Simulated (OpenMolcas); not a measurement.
# How methods differ on PH2 (SMILES [PH2])

PH2: 3 atoms, total charge 0, spin state doublet. SMILES: `[PH2]`. The coordinates come from a GFN2-xTB relaxation.

```xyz
3

P     0.5145   -0.3028    0.2527
H     0.1115    1.0274    0.1724
H    -0.6260   -0.7246   -0.4251
```

Each level gives the energy change with the P1–H2 bond stretched from 1.392 to 2.784 Å (eV). The values are calculated.

| level | kind | program | value (eV) | less FCI/pcseg-0 |
| --- | --- | --- | --- | --- |
| USVWN5/pcseg-0 | LDA | OpenMolcas | 2.87 | +0.68 |
| UPBE/pcseg-0 | GGA | OpenMolcas | 2.69 | +0.50 |
| U-r2SCAN/pcseg-0 | meta-GGA | OpenMolcas | 2.63 | +0.44 |
| UB3LYP/pcseg-0 | global hybrid | OpenMolcas | 2.72 | +0.53 |
| CASPT2(7,6)/pcseg-0 | multireference | OpenMolcas | 2.17 | -0.02 |
| MRCI(7,6)/pcseg-0 | multireference | OpenMolcas | 2.19 | 0.00 |
| SC-NEVPT2(7,6)/pcseg-0 | multireference | OpenMolcas | 2.17 | -0.02 |
| FCI/pcseg-0 | exact in the basis | OpenMolcas | 2.19 | 0.00 |

FCI/pcseg-0 is exact within its basis and frozen core, so for wave-function methods in that basis the difference is their error; functionals converge differently with the basis, so for them it is only a difference. The first shape isn't each level's own minimum. The values span 2.17 to 2.87 eV. Spin contamination of the reference (⟨S²⟩ at least 0.1 too high) touches USVWN5/pcseg-0, UPBE/pcseg-0, U-r2SCAN/pcseg-0, UB3LYP/pcseg-0. All rows use very small basis sets, so even the best lies far from the true value.

Stretching one P–H bond to twice its starting length turns a σ pair into two weakly coupled electrons. The σ and σ* orbitals approach degeneracy, so a single closed-shell description of that pair fails. The (7,6) space spans the full valence shell, phosphorus 3s and 3p plus both hydrogen 1s orbitals, and so treats this static correlation from the outset. What remains is mostly dynamic correlation, which MRCI recovers to the printed precision and both perturbative treatments to within 0.02 eV. The close match therefore supports this active space for the stretch, but doesn't rank the three methods for harder cases.

The functionals all give a larger stretching energy, though their order doesn't follow the usual ladder, since UB3LYP lies above UPBE. The gap to FCI probably arises in part because a basis without polarization functions limits explicit pair correlation in the intact bond more than it limits a density functional. The stretched endpoint is not the separated PH + H limit, so these energies are not bond dissociation energies.
